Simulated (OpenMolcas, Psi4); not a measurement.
A ladder of methods for AlSbH3F (SMILES [F][AlH][SbH2])

AlSbH3F: 6 atoms, total charge 0, spin state singlet. As SMILES, `[F][AlH][SbH2]`. Geometry: relaxed at PBE0-D4/def2-TZVP. This is one conformer, not always the lowest.

```xyz
6

F    -1.1146   -1.6324    1.2623
Al   -0.3361   -1.0393   -0.0698
Sb    1.2799    1.0037    0.3348
H    -0.5948   -1.8007   -1.4317
H     0.8421    1.5920   -1.2099
H    -0.0344    1.8129    1.0681
```

Each level gives the dipole moment (D). The values are calculated.

```
                           level                    kind     program  value (D)  CPU time
 SVWN5/def2-SVP (core potential)                     LDA        Psi4       1.17      22 s
   PBE/def2-SVP (core potential)                     GGA        Psi4       1.14      22 s
revPBE/def2-SVP (core potential)                     GGA        Psi4       1.12      21 s
 M06-L/def2-SVP (core potential)                meta-GGA        Psi4       1.30      46 s
 B3LYP/def2-SVP (core potential)           global hybrid        Psi4       1.23      15 s
 BHLYP/def2-SVP (core potential)           global hybrid        Psi4       1.34      25 s
  PBE0/def2-SVP (core potential)           global hybrid  OpenMolcas       1.25      16 s
 HSE06/def2-SVP (core potential)  range-separated hybrid        Psi4       1.25      61 s
```

The values span 1.12 to 1.34 D. Times are those of the runs behind each value, whatever else they computed, on shared processors of several kinds: orders of magnitude only.

The dipole is modest for a molecule with so polar an Al–F bond. The geometry suggests why: aluminium is nearly trigonal planar, and fluorine, the hydridic hydrogen and antimony all draw electron density from it, so their bond contributions partly cancel. Antimony stays strongly pyramidal, as expected for a heavy pnictogen whose lone pair is largely 5s in character and donates little into the empty aluminium 3p orbital.

From PBE through PBE0 to BHLYP the dipole rises from 1.14 to 1.25 and 1.34 D, probably because more exact exchange holds charge more tightly on fluorine. M06-L breaks any simple ordering by exact exchange: it contains none, yet its 1.30 D exceeds every hybrid value except that of BHLYP. PBE0 and HSE06 agree, which suggests that long-range exchange matters little to the ground-state density of so compact a molecule. The spread measures sensitivity to the functional, not accuracy, since the small basis without diffuse functions could shift all the values together.
